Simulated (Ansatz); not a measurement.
# Lu on a Ca site in CaWO4

Computed with the plane-wave PAW code Ansatz (scalar-relativistic, PAW set soft_2): r2SCAN, collinear spin, 500 eV cutoff, k-mesh 2×2×2 shifted by half a step.

The relaxed host crystal (Kohn–Sham gap 4.60 eV):

```xyz
12
Lattice="-2.6216 2.6216 5.6711 2.6216 -2.6216 5.6711 2.6216 2.6216 -5.6711" Properties=species:S:1:pos:R:3 pbc="T T T"
Ca    2.6216    0.0000    2.8356
Ca    0.0000    0.0000    5.6711
W     0.0000    2.6216    2.8356
W     0.0000    0.0000    0.0000
O     1.8168   -1.3564    4.6959
O     0.8048    3.9779   -0.9752
O     0.8048    1.3564    3.8108
O     1.8168    1.2652   -1.8603
O     1.3564   -0.8048    7.5315
O     1.2652    3.4263    1.8603
O     1.2652    0.8048    0.9752
O     1.3564    1.8168    6.6463
```

Supercell of 24 atoms, rows of the matrix [[0,0,-1],[-1,-1,-1],[-1,1,0]] times the cell vectors; Lu on a Ca site at (0.250, 0.750, 0.500) in fractions of the cell above. Atoms are relaxed at the host's cell. The cell loses 1 of its 4 Ca, so this is a heavily doped crystal.

Distances from the Lu atom (Å), by shell of the perfect crystal:

```csv
shell,perfect crystal,"relaxed, charge 0"
8 O,2.45 (2.44 to 2.47),2.36 (2.31 to 2.40)
```

```
charge  moment of the cell (μB)  moment on Lu (μB)  4f electrons on Lu  gap of the cell on the mesh (eV)                                carriers
     0                     0.00               0.00                14.0                              0.00  in a band of the host or near its edge
```

On this mesh the host's own supercell has a gap of 4.79 eV.

At charge 0 a carrier lies in a band of the host or at its edge (levels aligned by the semicore states), so it isn't shown to be bound to the defect (semilocal functionals spread carriers too far and can miss a bound one), and no level is taken from that state.

No formation energy is given, since the neutral cell holds a carrier in a band.

Caveats: bands were filled unevenly over the k points at some point of the run; a moment set at the start was lost; semilocal functionals make gaps too small, which shifts levels too; small supercell, so energies and levels can be off by tenths of an eV; the atoms kept the symmetry of the start, so a distorted state could lie lower.

The results fit Lu³⁺ with a filled 4f shell, acting as a donor on the Ca²⁺ site. The 14.0 f electrons explain the absence of a local moment, and the electron left over from the aliovalent substitution probably enters the conduction band, which in scheelite tungstates is mainly W 5d. Since the substitution leaves an odd number of electrons, the cell's zero moment can't mean a closed shell. Together with the vanishing gap, it suggests a partly filled band shared equally by both spins.

The oxygen shell contracts from 2.45 to 2.36 Å because Lu³⁺ is smaller than Ca²⁺ and attracts the oxide ions more strongly. The stiff WO₄ tetrahedra, which share these oxygens, probably limit the contraction.

The metallic result describes uncompensated substitution and shouldn't be carried over to ordinary Lu-doped CaWO₄, where Ca vacancies or alkali ions on Ca sites can take up the extra charge and leave the crystal insulating.
